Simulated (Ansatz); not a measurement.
# Ga: energy change per atom and pressure against volume scale

Results calculated with Ansatz 0.2.0, not measured. Plane-wave DFT, scalar-relativistic PAW made under PBE with cores redone for the functional, no dispersion; the given relaxed cell is scaled uniformly, energy at zero smearing counts from the unscaled cell, pressure at the given Fermi-Dirac smearing is positive in compression.

The cell before it is scaled or strained (space group Pm-3m, No. 221):
```
cell vectors (Å)
   2.6706     0.0000     0.0000
   0.0000     2.6706     0.0000
   0.0000     0.0000     2.6706
atoms (fractions of the cell vectors)
Ga  0.00000  0.00000  0.00000
```

Settings of every row: spin polarised no; functional r2SCAN; wave cutoff 500 eV; smearing width 0.1 eV; k mesh 13x13x13.

Atom starting moment: 0 on all atoms.

Limits: the cell comes from a prototype or a list of computed structures and needn't be the stable phase.

```csv
row,volume scale,V (Å³/atom),energy change per atom (meV),pressure (GPa)
1,0.88,16.761,63.41,10.12
2,0.92,17.523,25.87,5.97
3,0.96,18.285,6.02,2.72
4,1.04,19.809,4.81,-1.88
5,1.08,20.571,?,?
6,1.12,21.333,38.54,-4.8
```

Question: what energy change per atom and pressure should row 5 give?

Worked fit of energy change per atom. Take u = (V_r/V)^(2/3) − 1 with V_r = 18.285 Å³ an atom, which is twice the finite (Eulerian) strain; such expansions in the strain, on which the Birch-Murnaghan equation of state is built, carry the rest volume and the bulk modulus. The shown rows have u = 0.05973, 0.02878, 0, -0.05197, -0.09768. Least squares give energy change per atom = 6.245 + 463.82 × u + 8160.8 × u² meV; a straight line predicts inner rows, each left out in turn, worse (root mean square 23 against 0.82 meV). The rows lie off it by 0.35, -0.48, -0.23, 0.63, -0.26 (root mean square 0.42 meV). The withheld row has u = -0.07553, so the fit gives 6.245 + 463.82 × (-0.07553) + 8160.8 × (-0.07553)² = 17.77 meV.

The calculation gave 18.21 meV. The fit lies 0.44 meV (2.4 % of the value, 0.75 % of the column's range) below it; its largest miss of a shown row is 0.63 meV.

Worked fit of pressure. Take u = (V_r/V)^(2/3) − 1 with V_r = 18.285 Å³ an atom, which is twice the finite (Eulerian) strain; such expansions in the strain, on which the Birch-Murnaghan equation of state is built, carry the rest volume and the bulk modulus. The shown rows have u = 0.05973, 0.02878, 0, -0.05197, -0.09768. Least squares give pressure = 2.745 + 105.44 × u + 291.7 × u² GPa; a straight line predicts inner rows, each left out in turn, worse (root mean square 0.82 against 0.088 GPa). The rows lie off it by 0.04, -0.05, -0.02, 0.07, -0.03 (root mean square 0.045 GPa). The withheld row has u = -0.07553, so the fit gives 2.745 + 105.44 × (-0.07553) + 291.7 × (-0.07553)² = -3.55 GPa.

The calculation gave -3.51 GPa. The fit lies 0.04 GPa (1.1 % of the value, 0.27 % of the column's range) below it; its largest miss of a shown row is 0.07 GPa.
